# Rigid-molecule dynamical matrix and parity separation of external modes

## Result

A crystal has $Z$ rigid molecules per primitive cell. Molecule $\kappa$ in cell $l$ has its centre of mass at $\mathbf x(l\kappa)$, mass $M_\kappa$ and principal moments $I_{\kappa a}$. Its coordinates $q_i(l\kappa)$ are three translations $u_\alpha$ and the components $\theta_a$ of a rotation vector along the principal axes, three for a non-linear and two for a linear molecule. Let $\mu_{\kappa i}=M_\kappa$ for a translation and $I_{\kappa a}$ for a rotation, and let $\Phi$ be the Hessian of the potential energy in the $q$.

1. The harmonic frequencies $\omega^2(\mathbf k)$ are the eigenvalues of
$$D_{\kappa i,\kappa' j}(\mathbf k)=\frac{1}{\sqrt{\mu_{\kappa i}\mu_{\kappa' j}}}\sum_{l'}\Phi_{ij}(0\kappa;l'\kappa')\,e^{i\mathbf k\cdot[\mathbf x(l'\kappa')-\mathbf x(0\kappa)]},\qquad(1)$$
a Hermitian matrix of order $6Z$ ($5Z$ for linear molecules).
2. At $\mathbf k=0$ three eigenvalues vanish. The optical modes carry a total translational weight $3Z-3$ and a total rotational weight $3Z$ ($2Z$), but a single mode is in general a mixture.
3. If every molecule sits on an inversion centre of the crystal, the blocks $D^{tt}$ and $D^{rr}$ are real and even in $\mathbf k$, while $D^{tr}$ is imaginary and odd. At $\mathbf k=0$ it vanishes, leaving $3Z-3$ pure optical translations, all of $u$ parity, and $3Z$ ($2Z$) pure librations, all of $g$ parity.

## Premises

(a) The nuclei move on one Born–Oppenheimer surface $V$, which has the space-group symmetry and is unchanged by a uniform translation. (b) Intramolecular distances are fixed. (c) The reference structure is ordered and is a minimum of $V$ for rigid motions, so the net force and torque on each molecule vanish. (d) $V$ and the kinetic energy are kept to second order. (e) The sum in (1) converges absolutely; the exception is treated under validity.

## Derivation

**Step 1: coordinates.** Atom $s$ of a molecule has mass $m_s$ and reference position $\boldsymbol\rho_s$ from the centre of mass, so $\sum_s m_s\boldsymbol\rho_s=0$. A rigid motion takes it to
$$\mathbf r_s=\mathbf x+\mathbf u+\mathsf R(\boldsymbol\theta)\boldsymbol\rho_s,\qquad \mathsf R\boldsymbol\rho=\boldsymbol\rho+\boldsymbol\theta\times\boldsymbol\rho+\tfrac12\boldsymbol\theta\times(\boldsymbol\theta\times\boldsymbol\rho)+\dots,\qquad(2)$$
where $\mathsf R$ is the right-handed rotation by $|\boldsymbol\theta|$ about $\boldsymbol\theta$.

**Step 2: kinetic energy.** To first order $\dot{\mathbf r}_s=\dot{\mathbf u}+\dot{\boldsymbol\theta}\times\boldsymbol\rho_s$. The cross term $\dot{\mathbf u}\cdot(\dot{\boldsymbol\theta}\times\sum_s m_s\boldsymbol\rho_s)$ is zero, and $\sum_s m_s|\dot{\boldsymbol\theta}\times\boldsymbol\rho_s|^2=\dot{\boldsymbol\theta}\cdot\mathsf I\dot{\boldsymbol\theta}$ with $\mathsf I=\sum_s m_s(\rho_s^2\mathsf 1-\boldsymbol\rho_s\boldsymbol\rho_s^{T})$. In the fixed principal axes of the reference orientation $\mathsf I$ is diagonal, so $T=\tfrac12\sum\mu_{\kappa i}\dot q_i^2$. For a linear molecule a rotation about the axis moves no atom. It is not a degree of freedom, its moment is zero, and five coordinates remain, with two equal moments $I$.

**Step 3: potential energy.** Let $\mathbf F_s$ be the force from $V$ on atom $s$ and $\phi$ the atomic Hessian in the reference structure. The single $\mathbf F_s$ need not vanish, since the constraints balance them. Insert (2) in $V-V_0=-\sum\mathbf F_s\cdot\delta\mathbf r_s+\tfrac12\sum\delta\mathbf r\cdot\phi\,\delta\mathbf r$. The linear terms are the net force and torque and vanish by (c). The last term of (2) contributes $-\tfrac12\sum_s[(\mathbf F_s\cdot\boldsymbol\theta)(\boldsymbol\rho_s\cdot\boldsymbol\theta)-\theta^2\,\mathbf F_s\cdot\boldsymbol\rho_s]$. Hence $V-V_0=\tfrac12\sum q\Phi q$ with
$$\Phi=\mathsf B^T\phi\,\mathsf B+\mathsf G,\qquad G_{ab}=\sum_s\left[\delta_{ab}\mathbf F_s\cdot\boldsymbol\rho_s-\tfrac12(F_{sa}\rho_{sb}+F_{sb}\rho_{sa})\right],$$
where $\mathsf B$ is the linear map $q\mapsto\mathbf u+\boldsymbol\theta\times\boldsymbol\rho_s$ and $\mathsf G$ enters only the on-site rotation block. Because the gradient in $q$ vanishes, any other angles that agree with $\boldsymbol\theta$ to first order give the same $\Phi$. As a Hessian, $\Phi$ is real and symmetric. By lattice periodicity it depends on the cells only through $\boldsymbol\Delta=\mathbf x(l'\kappa')-\mathbf x(l\kappa)$:
$$\Phi^{\kappa\kappa'}_{ij}(\boldsymbol\Delta)=\Phi^{\kappa'\kappa}_{ji}(-\boldsymbol\Delta).\qquad(3)$$

**Step 4: Bloch reduction.** The equations of motion are $\mu_{\kappa i}\ddot q_i(l\kappa)=-\sum\Phi_{ij}(l\kappa;l'\kappa')q_j(l'\kappa')$. Put $q_i(l\kappa)=\mu_{\kappa i}^{-1/2}w_{\kappa i}\,e^{i\mathbf k\cdot\mathbf x(l\kappa)-i\omega t}$ and divide by $\mu_{\kappa i}^{1/2}$ and the phase. The cell index drops out and $\omega^2w=D(\mathbf k)w$ with $D$ from (1). All weighted coordinates have the dimension mass$^{1/2}\times$length, so every element of $D$ is a squared frequency. Conjugating (1) reverses the phase, and (3) then gives $D_{\kappa i,\kappa'j}^*=D_{\kappa'j,\kappa i}$, which is hermiticity. Reality of $\Phi$ gives $D(-\mathbf k)=D(\mathbf k)^*$, so $D(0)$ is real symmetric. This proves statement 1.

**Step 5: counting at $\mathbf k=0$.** A uniform shift changes no force and no torque, so $\sum_{l'\kappa'}\Phi_{i\alpha}(0\kappa;l'\kappa')=0$ for every translation direction $\alpha$ and every $i$, translational or rotational. The three vectors with $w_{\kappa\alpha}=\sqrt{M_\kappa}$ and no rotational part are therefore null vectors of $D(0)$. A rotation of the whole crystal adds none, because it needs $\mathbf u=\boldsymbol\theta\times\mathbf x(l\kappa)$, which is not periodic. For a strict minimum all other eigenvalues are positive. Let $\Pi_t$ project on the translational components. Over orthonormal eigenvectors $\sum_n w_n^\dagger\Pi_tw_n=\operatorname{tr}\Pi_t=3Z$, of which the acoustic vectors take 3; the rotational weight is $\operatorname{tr}(1-\Pi_t)$. This proves statement 2.

**Step 6: inversion keeps each sublattice.** Take the origin at one molecule, with $J_0:\mathbf r\to-\mathbf r$, and let $J_{\mathbf x}:\mathbf r\to2\mathbf x-\mathbf r$ be the inversion at another site. The product $J_{\mathbf x}J_0$ is the pure translation by $2\mathbf x$ and belongs to the space group, so $2\mathbf x$ is a lattice vector. Thus $-\mathbf x=\mathbf x-2\mathbf x$ is a site of the same sublattice $\kappa$, with the same orientation and principal axes. The sites lie at halves of lattice vectors, which also shows $Z\le8$.

**Step 7: parity of the coordinates.** The molecule is centrosymmetric, so each atom $s$ has a partner $\bar s$ of the same species with $\boldsymbol\rho_{\bar s}=-\boldsymbol\rho_s$. Applying $J_0$ to (2),
$$-\mathbf r_s=(-\mathbf x)+(-\mathbf u)+\mathsf R(\boldsymbol\theta)\boldsymbol\rho_{\bar s}.$$
The image is the molecule at $-\mathbf x$ with translation $-\mathbf u$ and rotation $+\boldsymbol\theta$, to all orders. Define $p_i=-1$ for translations and $+1$ for rotations. Invariance of $V$ gives
$$\Phi^{\kappa\kappa'}_{ij}(\boldsymbol\Delta)=p_ip_j\,\Phi^{\kappa\kappa'}_{ij}(-\boldsymbol\Delta).\qquad(4)$$

**Step 8: decoupling.** Replacing $\boldsymbol\Delta$ by $-\boldsymbol\Delta$ in (1) and using (4) yields $D(\mathbf k)=PD(-\mathbf k)P=PD(\mathbf k)^*P$ with $P=\operatorname{diag}(p_i)$. Elements with $p_ip_j=+1$ are cosine sums, real and even. Elements with $p_ip_j=-1$ are $i$ times sine sums, imaginary and odd. At $\mathbf k=0$, $[D,P]=0$ and $D^{tr}=0$. There $P$ is the matrix that represents inversion, since all molecules of a sublattice move alike and step 6 sends each sublattice to itself. Translations are thus $u$ and librations $g$, which proves statement 3. The dipole moment is odd and the polarisability even under inversion, so in first order only translations can absorb in the infrared and only librations can be Raman active.

**Corollaries.** (i) Multiplying the rotational components by $i$ makes $D(\mathbf k)$ real symmetric at every $\mathbf k$: translation and libration within a mode are in quadrature. (ii) Near $\mathbf k=0$, $D^{tr}$ starts at order $k$. Eliminating the rotations for $\omega$ far below the librations gives $D^{tt}-D^{tr}(D^{rr})^{-1}D^{rt}$. The subtracted term is positive semidefinite and of order $k^2$, like the acoustic $\omega^2$, so it lowers the sound velocities by a finite fraction wherever symmetry allows it. (iii) For a reciprocal vector $\mathbf G$, (1) gives $D_{\kappa\kappa'}(\mathbf k-\mathbf G)=\eta_\kappa\eta_{\kappa'}D_{\kappa\kappa'}(\mathbf k)$ with $\eta_\kappa=e^{i\mathbf G\cdot\mathbf x_\kappa}=\pm1$ by step 6. At a zone-boundary point $\mathbf k=\mathbf G/2$ the conserved sign is $p_i\eta_\kappa$, so translations of one sublattice may mix with librations of another. Only if all $\eta_\kappa$ are equal, as for $Z=1$, is the separation complete there.

## Range of validity

*Site symmetry.* A centrosymmetric space group is not enough. If inversion exchanges $\kappa$ and $\bar\kappa$, both $\mathbf u_\kappa-\mathbf u_{\bar\kappa}$ and the Cartesian sum $\boldsymbol\theta_\kappa+\boldsymbol\theta_{\bar\kappa}$ are $g$, and they can mix.

*Rigidity.* Eliminating an internal mode as in corollary (ii) changes $\omega^2$ by a relative amount of order $(\omega_{\rm ext}/\omega_{\rm int})^2$ if the intermolecular force constants acting on it resemble those in $\Phi$. The parity labels survive: librations mix only with $g$ and translations only with $u$ internal modes.

*Harmonicity.* A rotational coordinate of wavenumber $\tilde\nu$ has the zero-point mean square $\hbar/2I\omega=B/\tilde\nu$, with $B=\hbar/4\pi cI$. The theory needs $B\ll\tilde\nu$ and orientational order, and fails for nearly free rotors and plastic phases. Step 7 is exact, so anharmonic terms do not connect a $u$ with a $g$ mode at $\mathbf k=0$; cubic terms of type $uu\theta$ are allowed and shift and broaden the lines.

*Range of forces.* If a displacement creates a dipole, $\Phi$ falls as $\Delta^{-3}$ and the limit $\mathbf k\to0$ acquires a direction-dependent term. It acts only on polar modes, so on inversion sites it affects the $u$ block alone. For quadrupoles the $rr$, $tr$ and $tt$ terms fall as $\Delta^{-5}$, $\Delta^{-6}$ and $\Delta^{-7}$ and converge absolutely.

## Illustration: solid CO$_2$, $Pa\bar3$, $Z=4$

**Structure and symmetry.** The centres form an fcc array of cubic constant $a$, on sites of symmetry $S_6$, which contains inversion. With $\mathbf n_1=(1,1,1)/\sqrt3$ at the origin, the twofold screw operations place $\mathbf n_\kappa=\mathsf C_\kappa\mathbf n_1$ at $a(\tfrac12,\tfrac12,0)$, $a(0,\tfrac12,\tfrac12)$, $a(\tfrac12,0,\tfrac12)$, with $\mathsf C_{2,3,4}$ the twofold rotations about $x,y,z$. $D$ has order 20 and splits at $\mathbf k=0$ into blocks of 12 and 8. In the rotation subgroup $T$ of the factor group $T_h$, the operations $E$, $C_3$, $C_3^2$, $C_2$ leave 4, 1, 1, 0 sublattices fixed. A vector has trace 0 under $C_3$ and the pair of tilts has $2\cos120^\circ=-1$, so the characters are $(12,0,0,0)$ and $(8,-1,-1,0)$. Reduction gives $A_u+E_u+3T_u$ for translations, one $T_u$ being acoustic, and $E_g+2T_g$ for librations ($E$ is the complex-conjugate pair). There are nine optical translations with four frequencies and eight librations with three.

**Model.** Each molecule carries a point quadrupole $\Theta=\tfrac12\sum q(3z^2-r^2)$. An isotropic centre–centre potential holds the lattice at $a$ and does not enter $D^{rr}$ or $D^{tr}$. Site symmetry makes force and torque vanish. In Gaussian units the pair energy for unit axes $\mathbf u,\mathbf v$ at separation $\mathbf R$ is $\tfrac14\Theta^2(\mathbf u\cdot\nabla)^2(\mathbf v\cdot\nabla)^2R^{-1}=\varepsilon(R_0/R)^5f$, with $R_0=a/\sqrt2$, $\varepsilon=3\Theta^2/4R_0^5$ and
$$f=1-5c_u^2-5c_v^2+2s^2-20\,s\,c_uc_v+35c_u^2c_v^2,$$
where $c_u=\mathbf u\cdot\hat{\mathbf R}$, $c_v=\mathbf v\cdot\hat{\mathbf R}$, $s=\mathbf u\cdot\mathbf v$.

**Cancellation of the coupling.** For the neighbour on sublattice 2 along $(1,1,0)$, $c_u^2=2/3$, $c_v=0$, $s=-1/3$. Tilting $\mathbf n_1$ towards $(1,1,-2)/\sqrt6$ gives $\delta c_u=\theta/\sqrt3$, $\delta s=\sqrt2\,\theta/3$ and $\partial f/\partial\theta=-10c_u/\sqrt3+4\sqrt2\,s/3=-34\sqrt2/9$. Moving the neighbour along $\hat{\mathbf R}$ multiplies this by $-5/R_0$, so $\Phi^{rt}=(170\sqrt2/9)\,\varepsilon/R_0=26.7\,\varepsilon/R_0$. The same shift shortens the bond to the neighbour at $-\mathbf R$, which gives the opposite sign, and the pair enters (1) as $2i\sin(\mathbf k\cdot\mathbf R)\,\Phi^{rt}/\sqrt{MI}$.

**Librational block.** At $\mathbf k=0$ the energy between sublattices is $\varepsilon S_{abcd}u_au_bv_cv_d$, with $S=\tfrac13R_0^5\sum\partial^4R^{-1}$ symmetric and traceless. For the offset $a(\tfrac12,\tfrac12,0)$ the vectors have tetragonal symmetry about $z$, which leaves two constants: $S_{xxyy}=\gamma$, $S_{xxzz}=S_{yyzz}=\beta$, $S_{zzzz}=-2\beta$, $S_{xxxx}=S_{yyyy}=-\beta-\gamma$. The other offsets follow by cyclic permutation. The molecule's own simple cubic sublattice has $S_{xxxx}=\sigma$, $S_{xxyy}=-\sigma/2$. A diagonal component is $\sum(R_0/R)^5(3-30c^2+35c^4)$, with $c$ the direction cosine to that axis. Write the tilts as $\delta\mathbf n_\kappa=\mathsf C_\kappa\mathbf e_\kappa$, $\mathbf e_\kappa\perp(1,1,1)$. Three contributions arise, in units of $\varepsilon$.

- Field of the other sublattices. Each gives $-4\gamma/9$ in the reference orientation. The total is linear in the traceless tensor of molecule 1 and axial under $C_3$, hence $-\tfrac43\gamma P_2(\cos\theta)$, with curvature $4\gamma$.
- Own sublattice. The energy per molecule is $\tfrac12S_{abcd}n_an_bn_cn_d=\tfrac\sigma4(5\sum n_a^4-3)$ and $\sum n_a^4=\tfrac13+\tfrac43\theta^2$, giving curvature $10\sigma/3$.
- Cross term of pairs 1–2 and 3–4. It is $4S_{abcd}u_a\delta u_bv_c\delta v_d$, which $e_x+e_y+e_z=0$ reduces to the form $M_x=-\tfrac83\operatorname{diag}(\gamma,\ \gamma+\beta,\ 2\beta)$ between the two $\mathbf e$; $M_y$ (1–3, 2–4) and $M_z$ (1–4, 2–3) are its cyclic images.

The screw operations only permute the $\mathbf e_\kappa$, so the sign patterns of $D_2$ split the block into four $2\times2$ blocks. For $(++++)$, $M_x+M_y+M_z=-\tfrac83(2\gamma+3\beta)\mathsf 1$, and this is $E_g$. For $(++--)$, $M_x-M_y-M_z=\tfrac83\operatorname{diag}(3\beta,\beta,2\gamma-\beta)$. In the plane normal to $(1,1,1)$ a form $\operatorname{diag}(d_1,d_2,d_3)$ has eigenvalues with $\sum_a(d_a-\lambda)^{-1}=0$, a quadratic. The two remaining patterns are $C_3$ images. The force constants are
$$K(E_g)=\tfrac{10}{3}\sigma-\tfrac43\gamma-8\beta,$$
$$K(T_g^\pm)=\tfrac{10}{3}\sigma+\tfrac{52\gamma+24\beta}{9}\pm\tfrac{16}{9}\sqrt{\gamma^2-3\beta\gamma+3\beta^2},$$
and $\omega^2=K\varepsilon/I$ becomes $\tilde\nu=\sqrt{2BK\varepsilon}$ with $B$ and $\varepsilon$ in cm$^{-1}$.

**Lattice sums.** Shells have $R^2=NR_0^2$. Nearest neighbours ($N=1$) give $\beta=-6$, $\gamma=19$, $\sigma=0$. For $R\le2a$ ($N\le8$),
$$\beta=-6+\tfrac{52}{9}3^{-5/2}-12\cdot5^{-5/2}+\tfrac{152}{7}7^{-5/2}=-5.677,$$
$$\gamma=19+\tfrac{22}{9}3^{-5/2}-\tfrac{34}{5}5^{-5/2}-\tfrac{108}{7}7^{-5/2}=18.916,$$
$$\sigma=28\cdot2^{-5/2}-14\cdot4^{-5/2}-\tfrac{224}{9}6^{-5/2}+28\cdot8^{-5/2}=4.385.$$

**Numbers.** Typical inputs are $a\approx5.55$ Å at low temperature, $|\Theta|\approx4.3$ D Å, $B\approx0.390$ cm$^{-1}$ and $M\approx44.01$ u. Then $R_0=3.924$ Å, $I=43.2$ u Å$^2$ and $\varepsilon=75.0$ cm$^{-1}$.

| Mode | $K$, $N=1$ | $\tilde\nu$/cm$^{-1}$ | $K$, $N\le8$ | $\tilde\nu$/cm$^{-1}$ |
|---|---|---|---|---|
| $E_g$ | 22.67 | 36 | 34.81 | 45 |
| $T_g^-$ | 43.15 | 50 | 59.23 | 59 |
| $T_g^+$ | 144.41 | 92 | 158.31 | 96 |

Farther shells are essential for $E_g$, where the nearest-neighbour terms largely cancel. The shell $N=9$ adds 0.59 to $K(E_g)$, under 1 per cent in wavenumber. The coupling element found above has the largest magnitude $2\Phi^{rt}/\sqrt{MI}$, equivalent to $(28\ \mathrm{cm^{-1}})^2$, so mixing inside the zone is not negligible beside the lowest libration. The general premises hold well: $B/\tilde\nu$ for $E_g$ corresponds to a zero-point tilt of $5.3^\circ$ rms, and with a bending mode of typically 667 cm$^{-1}$ the rigidity parameter is 0.02.

The point quadrupole is the weak assumption. For charges $q,-2q,q$ at spacing $d\approx1.16$ Å, the collinear pair energy is $q^2(d^4\partial_R^4+\tfrac16d^6\partial_R^6+\dots)R^{-1}$, so the next multipole term is $5(d/R_0)^2=0.44$ of the one kept, and the anisotropy of repulsion and dispersion is omitted altogether. The model's librations are 45, 59 and 96 cm$^{-1}$. Typical values for the solid lie near 75, 90 and 130 cm$^{-1}$, so the model falls low by roughly a quarter to two fifths, a factor of about two to three in force constant. The pattern $E_g+2T_g$, its purity and its $g$ parity follow from symmetry and do not depend on the potential.